The first two rows of this table are blank. Both use Fermi-Dirac occupations, one with a width of 0.1 eV and one with 0.3 eV, and the first shares its nominal width with the Gaussian reference. Does the same width then give the same energy and pressure, and what does tripling it do? The ten rows below them hold enough to answer with numbers.

AlNi, space group Cmmm, 2 atoms in the cell, conventional a = 3.877, b = 3.906, c = 3.099 Å, held fixed. Ansatz 0.2.0, plane-wave PAW, scalar-relativistic PBEsol, no spin polarisation, cutoff 420 eV, k mesh 16×16×14. The reference uses Gaussian occupations of width 0.1 eV; energy is extrapolated to zero smearing, and pressure is positive in compression.

| occupation rule | occupation width (eV) | energy less reference (meV/atom) | free energy less reference (meV/atom) | pressure less reference (GPa) |
| --- | --- | --- | --- | --- |
| Fermi-Dirac | 0.1 | ? | ? | ? |
| Fermi-Dirac | 0.3 | ? | ? | ? |
| Gaussian | 0.02 | 0.002 | 1.18 | -0.019 |
| Gaussian | 0.05 | -0.002 | 0.921 | -0.02 |
| Methfessel-Paxton | 0.01 | 0.005 | 1.23 | -0.024 |
| Methfessel-Paxton | 0.05 | -0.006 | 1.23 | -0.022 |
| Methfessel-Paxton | 0.1 | 0.018 | 1.23 | -0.028 |
| Methfessel-Paxton | 0.3 | -0.035 | 1.09 | 0.015 |
| Methfessel-Paxton | 0.5 | -0.085 | 0.339 | 0.037 |
| cold | 0.02 | 0.002 | 1.22 | -0.019 |
| cold | 0.2 | -0.244 | 1.62 | -0.016 |
| tetrahedron | 0 | -0.64 | 0.585 | -0.004 |

**Gaussian rows: what the reference carries**

In a metal, smearing replaces the sharp edge between filled and empty states by a gradual one. Electrons move from just below the Fermi level to just above it, which raises the energy. The free energy also contains an entropy-like term, which falls by twice that rise. To leading order the free energy therefore drops as far below its zero-width value as the energy climbs above it.

The reference has this drop too, so rows with less smearing stand above it. At a Gaussian width of 0.02 eV the free energy less reference is 1.18 meV/atom, almost the whole drop. At 0.05 eV it is 0.921, about three quarters of it. That is the mark of a square law, since half the reference width has a quarter of its drop and keeps three quarters of the difference.

The size of the drop follows from one idea: smearing averages the grand potential over a window of Fermi levels. The grand potential, plotted against the Fermi level, curves downward, and its curvature is minus the density of states $D$. Averaging such a curve over a window with mean square width $M_2$ lowers it by

$$\Delta F=-\tfrac12 D\,M_2 .$$

For a Gaussian of width $\sigma$, $M_2=\sigma^2/2$. The reference drop of 1.23 meV/atom then corresponds to about 0.49 states per eV and atom in this cell.

**Methfessel-Paxton rows: the next term laid bare**

The Methfessel-Paxton function has negative lobes that make its $M_2$ vanish. Up to 0.1 eV its free energy accordingly stays at 1.23 meV/atom, the zero-width level. At 0.5 eV it has fallen to 0.339, so something beyond the square law is at work. In theory this is the fourth moment of the window acting on the curvature of the density of states.

That row can be carried over to Fermi-Dirac smearing. The fourth moment is $-\tfrac34\sigma^4$ for Methfessel-Paxton and $\tfrac{7}{15}\pi^4w^4$ for Fermi-Dirac, where the width $w$ is the thermal energy $kT$. Fermi-Dirac smearing at 0.1 eV thus has about a tenth of the moment of Methfessel-Paxton at 0.5 eV, with the opposite sign. A fall of 0.9 meV/atom in one becomes a rise of a little under 0.1 in the other.

**Cold and tetrahedron rows: how the extrapolation works**

The energy column is extrapolated to zero smearing. For Fermi-Dirac I take this to be the mean of energy and free energy, in which the square terms cancel. Because the energy equals $F-w\,dF/dw$, a term $w^n$ in the free energy enters the mean multiplied by $1-n/2$. A cubic term keeps minus half its size, and a fourth-power term survives whole with its sign reversed.

The mean suits a window whose leading term is a square. Call the entropy-like term $-TS$. A term $w^n$ in the free energy makes $TS$ equal to $-n$ times that term, so adding $TS/n$ to the free energy removes it. The raw outputs show this choice at work. For the Gaussian reference the program adds half of $TS$, which is the plain mean. For cold smearing at 0.2 eV it adds a third. There $M_2$ is zero, but the lopsided window leaves a cubic term, which acts on the slope of the density of states. The extrapolated energy still ends 0.244 meV/atom below the reference, so more than a cubic term is at work.

For Methfessel-Paxton the leading term is a fourth power, which a quarter of $TS$ would remove. The row at 0.5 eV fits that: its free energy falls by 0.9 meV/atom, but its extrapolated energy is only 0.085 below the reference. Fermi-Dirac smearing leads with a square, as the Gaussian does, so I expect the plain mean for it.

The tetrahedron method has no smearing width, and its free energy and extrapolated energy coincide. Its two energy differences, 0.585 and −0.64 meV/atom, are therefore 1.225 apart, which is the reference's own drop found by another route. The −0.64 itself is no effect of width. It may come from interpolation on a finite mesh, but only a denser mesh could show that.

**Back to the top: the forecast**

For Fermi-Dirac smearing $M_2=\pi^2w^2/3$, which is 6.58 times the Gaussian value at the same nominal width. A width of 0.1 eV thus smears like a Gaussian of about 0.26 eV. If equal labels meant equal smearing, the first row would match the reference and the second would lie only about 10 meV/atom below it.

The first row can be worked in full. The free energy should lie $6.58\times1.226=8.07$ meV/atom below the zero-width level, which is itself 1.226 above the reference. That gives −6.84, and the fourth-moment term lifts it by about 0.08. At three times the width the square part grows ninefold and the fourth-power part 81-fold.

The two coefficients come from a least-squares fit to the Gaussian and Methfessel-Paxton rows and the narrow cold row. The fourth-moment coefficient rests almost wholly on Methfessel-Paxton at 0.5 eV. For the pressure only the square law is used, fitted to smeared rows up to 0.1 eV, because the wider Methfessel-Paxton pressures follow no clean fourth power.

Forecasts relative to the reference, for 0.1 eV and then 0.3 eV:

- Free energy: −6.75 ± 0.2 and −64 ± 12 meV/atom.
- Energy at zero smearing: −0.1 ± 0.2 and −7 ± 12 meV/atom, so the sign is not secure.
- Pressure: +0.13 ± 0.04 and +1.3 ± 0.7 GPa.

The ranges are judgements. They are wide at 0.3 eV because the long Fermi-Dirac tails may reach the nickel d states, where a short series in the width can fail.

The withheld rows as computed:

| occupation rule | occupation width (eV) | energy less reference (meV/atom) | free energy less reference (meV/atom) | pressure less reference (GPa) |
| --- | --- | --- | --- | --- |
| Fermi-Dirac | 0.1 | -0.188 | -6.61 | 0.108 |
| Fermi-Dirac | 0.3 | -2.44 | -63.2 | 0.832 |

**What came out**

All six values lie within their ranges, but they do not support the model equally. The free energies, −6.61 and −63.2 meV/atom, are close to the forecasts and far from what equal labels would give. The window's mean square width, not the number typed into the input, sets the main effect.

At 0.1 eV the smaller term also behaves as the theory says. The free energy lies 0.23 meV/atom above its square-law part, and the extrapolated energy lies 0.19 below the reference. These are nearly equal and opposite, as a fourth-power term requires, but two to three times the forecast size. The raw outputs confirm that the extrapolated energy is the plain mean here, so the extrapolation is not to blame. The Fermi level must also shift to conserve electrons when the density of states slopes. This adds a positive fourth-power term to the free energy, which the Methfessel-Paxton rows cannot reveal because their $M_2$ is zero. But the level lies only 0.008 eV below that of the narrowest row, which for rigid bands is worth about 0.02 meV/atom. Part of the remaining excess may come from the fit: its fourth-power coefficient rests on a very wide Methfessel-Paxton row, where higher terms are expected to weaken the fall.

At 0.3 eV the close free energy flatters the model. The free energy is 8.2 meV/atom above its square-law part, while the extrapolated energy is only 2.4 below the reference, where 7 was forecast. A fourth-power term alone would make these two equal in size. Higher terms must therefore matter, and a sixth-power term of opposite sign would fit the pattern, since the mean counts it twice. The Fermi level gives a hint of the cause, for it now lies 0.05 eV above that of the narrowest row. Such a rise is expected if the tail of the window reaches dense nickel d states below the level. But the bands themselves also move: their overlap in the raw outputs grows by about 0.04 eV. A density of states would be needed to separate the two effects.

The pressure forecast is too high at both widths, by 0.02 GPa at 0.1 eV and by 0.5 GPa at 0.3 eV, where the computed value is 0.832. The square law gets the sign and the rough size, but the true rise with width is slower. The sign means that expansion raises the density of states at the Fermi level, as happens when bands narrow.

For practical work, the contrast between the columns matters most. At 0.3 eV the extrapolation cuts an energy difference of 63 meV/atom to about 2, yet the pressure difference stays near 0.8 GPa. Pressure follows from the free energy, and the extrapolation does not mend it. A cell relaxed with this setting would be pushed to expand more than with the reference, even though its extrapolated energy looks harmless. The forces give no reassurance either, because symmetry keeps them at zero in this cell whatever the smearing.

These differences measure the distance from one Gaussian setting on one shared mesh, not from an exact result. The printed analysis below gives the fits and every miss. Its cubic ratio of −0.5 for the cold row assumes the plain mean, which is not what that row uses.

The analysis program printed:

```
fit of free_energy_less_reference on 8 rows (~tet & ~(cold & (w > 0.1))): coefficient of second 1.226 +/- 0.0038, coefficient of fourth -18.96 +/- 0.22; rms 0.00822, worst Methfessel-Paxton 0.0198, leave-one-out rms 0.0633
  rows outside the fit (model, value, miss): Fermi-Dirac -6.758, -6.61, -0.148; Fermi-Dirac -64.42, -63.2, -1.22; cold 1.18, 1.62, -0.44; tetrahedron 1.225, 0.585, 0.64
fit of pressure_less_reference on 6 rows (~tet & (w <= 0.1)): coefficient of second -0.02302 +/- 0.0015; rms 0.00316, worst Methfessel-Paxton 0.00498, leave-one-out rms 0.00382
  rows outside the fit (model, value, miss): Fermi-Dirac 0.1284, 0.108, 0.0204; Fermi-Dirac 1.34, 0.832, 0.508; Methfessel-Paxton -0.02302, 0.015, -0.038; Methfessel-Paxton -0.02302, 0.037, -0.06; cold -0.02302, -0.016, -0.00702; tetrahedron -0.02302, -0.004, -0.019
Second moment, Fermi-Dirac over Gaussian at equal nominal width: 6.58
Gaussian width with the second moment of Fermi-Dirac 0.1 eV, eV: 0.2565
Density of states at the Fermi level implied by the fit, states/eV/atom: 0.4906
Second-moment part of free energy, Fermi-Dirac 0.1 and 0.3 eV, meV/atom: -6.843, -71.4
Fourth-moment part of free energy, Fermi-Dirac 0.1 and 0.3 eV, meV/atom: 0.08475, 6.978
Rival with equal nominal broadening, free energy at Fermi-Dirac 0.3 eV, meV/atom: -9.811
Forecast zero-smearing energy, Fermi-Dirac 0.1 and 0.3 eV, meV/atom: -0.08475, -6.978
Computed zero-smearing energy, Fermi-Dirac 0.1 and 0.3 eV, meV/atom: -0.188, -2.44
Forecast less computed zero-smearing energy, meV/atom: 0.1033, -4.538
Judged error bar of both energies, Fermi-Dirac 0.1 and 0.3 eV, meV/atom: 0.2, 12
Judged error bar of pressure, Fermi-Dirac 0.1 and 0.3 eV, GPa: 0.04, 0.7
Cold 0.2 eV, energy shift over free-energy shift from zero width (cubic law gives -0.5): -0.62
Tetrahedron, free-energy difference less energy difference, meV/atom: 1.225
```
